The five lowest vertical singlet excitations of CH₃CH₂CH₂–BH–PH₂ in the gas phase, calculated with PySCF 2.14.0 at the CAM-B3LYP/def2-SVPD level in the Tamm-Dancoff approximation. The geometry comes from GFN2-xTB, and the excitations use density fitting and a frozen core.

| row | singlet energy (eV) | singlet exciton size (Å) | singlet orbital overlap lambda | singlet main from | singlet main to |
| --- | --- | --- | --- | --- | --- |
| 1 | 5.080 | 2.670 | 0.570 | HOMO | LUMO |
| 2 | 6.100 | 2.510 | 0.500 | HOMO-2 | LUMO |
| 3 | 6.490 | 2.710 | 0.500 | HOMO-1 | LUMO |
| 4 | 6.760 | 3.350 | 0.370 | HOMO | LUMO+1 |
| 5 | 7.030 | 2.730 | 0.420 | HOMO | LUMO+4 |

Four of these five excited states have an exciton size from 2.51 to 2.73 Å. The fourth stands apart at 3.35 Å, and it also has the lowest orbital overlap. The exciton size is the root-mean-square distance between the excited electron and the hole it leaves behind. The overlap, lambda, measures how far the orbitals of electron and hole occupy the same space, on a scale from 0 to 1. A large distance together with a small overlap looks like the signature of charge transfer, in which the electron leaves one part of the molecule and settles on another.

The chemistry makes that reading tempting. The molecule is a propyl chain ending in a boron atom that carries a phosphorus atom, CH₃CH₂CH₂–BH–PH₂. Phosphorus has a lone pair to give, and three-coordinate boron has a nearly empty p orbital to receive it. A donor and an acceptor thus sit side by side, and light could move an electron from one to the other.

Two other explanations would also give a large size. The hole might be smeared over the propyl chain, so that the electron is on average far from it even if both have the same centre. Or the electron might be the smeared partner, having entered a wide, diffuse orbital around a compact hole. Each of the three explanations enlarges a different part of the electron–hole distance, and those parts can be separated.

Take the hole and the electron as two clouds. Let $d$ be the distance between their centres, and let $\sigma_h$ and $\sigma_e$ be the root-mean-square spreads of hole and electron about their own centres. If the two particles move independently, the cross terms in the mean squared distance average to zero, and what remains is

$$ r_{\text{exc}}^2 \approx d^2+\sigma_h^2+\sigma_e^2 . $$

Charge transfer acts through $d$, a smeared hole through $\sigma_h$, and a diffuse electron through $\sigma_e$. Because the parts add as squares, the largest of them dominates.

For the fourth state the same calculation gives a shift of 0.685 Å, a hole spread of 1.682 Å and an electron spread of 2.873 Å. Hence

$$ r_{\text{exc}} \approx \sqrt{0.47+2.83+8.25}\ \text{Å} = 3.40\ \text{Å}, $$

against 3.35 Å in the table. The formula has no adjustable constant, and for all five states it comes out too large by at most 0.05 Å. The small excess arises mainly because electron and hole keep slightly closer together than independent particles would. This agreement follows from how the size is defined, so it confirms no cause. Its use is to show which part is large.

Charge transfer fails this comparison. The centres of hole and electron are about 0.7 Å apart in the fourth state, slightly less than in the first. If the first state were to reach the size of the fourth by a longer shift alone, its centres would have to lie 2.2 Å apart. That is more than the whole boron–phosphorus bond, which is roughly 1.9 Å long.

A centre can hide some movement, since charge that flows outwards in opposite directions leaves it in place. The share of each cloud that sits on phosphorus offers a second view. From hole to electron, phosphorus loses 0.31 of the cloud in the first state and 0.31 in the fourth. Such atomic shares are uncertain for diffuse orbitals, but they agree with the centres: the fourth state does move some charge off phosphorus, and no more than the first state does. The dipole moment, which also counts the response of the other electrons, changes by 1.8 D in the first state and by 2.2 D in the fourth. Both changes are less than half of the 4.8 D that one electron moved by 1 Å would give.

The smeared hole fares no better. In the fourth state the hole is narrower than in the first, and 0.60 of it sits on phosphorus. The propyl chain, which could have offered room for a wide hole, plays little part.

The electron is what differs. Its cloud is 1.6 times as wide in the fourth state as in the first, and its square makes up about seven tenths of the squared size. If the fourth state is given the electron spread of the first and keeps everything else, its size falls to about 2.5 Å, at the lower end of the range of the other four. The wide electron therefore accounts for the whole excess, and also makes up for the narrower hole.

The reason lies in the empty orbitals that the molecule has to offer. The lowest one, the LUMO, has its largest share on boron, as expected of an orbital built around boron's empty p orbital, and it is compact. The first three states all send their electron mainly there, as the column of main target orbitals shows, and their electron spreads stay between 1.7 and 1.9 Å. They differ chiefly in the occupied orbitals that the electron leaves. The labels in the table name only the largest contribution: the second and third states both mix HOMO-1 and HOMO-2, and the fifth draws on several empty orbitals above LUMO+1. The fourth and fifth states send the electron to higher orbitals, and there the spread rises to 2.9 and 2.2 Å.

That step is what theory leads one to expect in a small molecule with a single good acceptor site. Once the compact boron orbital is set aside, the remaining empty orbitals are antibonding combinations of the single bonds and diffuse orbitals that surround the molecule as a whole. These lie close in energy and mix. An electron placed in them has no compact site to settle on, and it tends to spread out.

Judged by the shift of the centres, the state closest to a transfer from phosphorus to boron is the first, although its size and overlap give no hint of it. The largest share of its hole, 0.48, is on phosphorus, and the largest share of its electron, 0.51, is on boron. The dipole moment changes more in the second state, by 2.9 D, but there the hole lies mostly on boron and its neighbours in the chain, so phosphorus isn't the donor. In the first state it is. The transfer is only partial, because the lone pair of phosphorus already leans into the empty orbital of boron in the ground state. The occupied and the empty orbital are then two combinations of the same pair of atomic orbitals, so both extend over both atoms. That keeps the centres close and the overlap high.

The sum of squares explains why such a transfer hardly shows in the size. Take two clouds that are each 1.8 Å wide and share a centre: their size is 2.5 Å. Moving the centres 1 Å apart raises it only to 2.7 Å. In all five states here the shift is less than half the width of either cloud, and the exciton size mostly reports how wide the clouds are. It becomes a good measure of transfer only when donor and acceptor are farther apart than the clouds are wide.

The overlap misleads in the same way. If a low value marked transfer, the state with the largest shift should have the lowest overlap. In fact the first state has both the largest shift and the highest overlap, 0.57. The fifth state has by far the smallest shift, 0.2 Å, and yet its overlap is only 0.42.

What the two states of low overlap have in common is a wide electron. A diffuse orbital has to distribute the same total probability over a larger volume, so little of it is left where a compact hole sits. Differences in the shape and direction of the lobes lower the overlap further. This is an argument from the form of orbitals, and five states can't separate the effect of width from that of shape. They do show that overlap can be low while electron and hole share nearly the same centre.

The fifth state also shows how one number can hide two different situations. Its size, 2.73 Å, is almost that of the third state, 2.71 Å. Yet its electron is wider, its hole is narrower and its centres lie closer together, and these differences nearly cancel. About half of its electron cloud remains on phosphorus, where most of the hole is too. It is mostly a local excitation of the PH₂ group into a fairly wide orbital, whereas the third state moves part of the charge from phosphorus to boron.

A diffuse electron around a compact hole suggests a Rydberg state, in which the electron circles the positive ion at a distance, much as in a hydrogen atom. That idea can be held against a rough radius. The highest occupied orbital lies at −8.6 eV, which may stand in for the ionisation energy. The fourth state lies at 6.76 eV, so its electron is bound by about 1.8 eV. A hydrogen-like s orbital with that binding has a root-mean-square radius of some 6 Å.

The computed electron is less than half as wide, which seems to rule a Rydberg state out. The estimate is too fragile for that. With functionals of this kind the highest occupied orbital usually lies too high to give the full ionisation energy, so the binding comes out too weak and the radius too large. One more electronvolt of binding would already bring the radius down to about 4 Å. The fourth state may therefore be a Rydberg state, or a mixture of a diffuse orbital with antibonding orbitals of the boron–phosphorus group. The numbers here don't decide between the two.

The basis set matters here as well. It contains some diffuse functions, but an electron can spread only as far as the functions allow. Part of the gap between the computed spread and the hydrogen-like radius may therefore come from the basis set. With more diffuse functions the fourth state might become wider and drop in energy, while the first three, with their compact electrons, should change less. The third, fourth and fifth states follow one another in steps of only about 0.27 eV, which is comparable to the usual error of such calculations, so their order could change too. The character of a state is a safer label than its number.

The distinction decides which check is worth its cost. For a true long-range transfer the main danger is the functional, since too little exact exchange places such states too low. For a state like the fourth, a larger set of diffuse functions comes first, because the quantity that sets it apart is the width of its electron. The functional still matters there, since too little exact exchange at long range also places diffuse states too low. The size and the overlap raise the same alarm in both cases. The distance between the centres and the two spreads tell them apart.
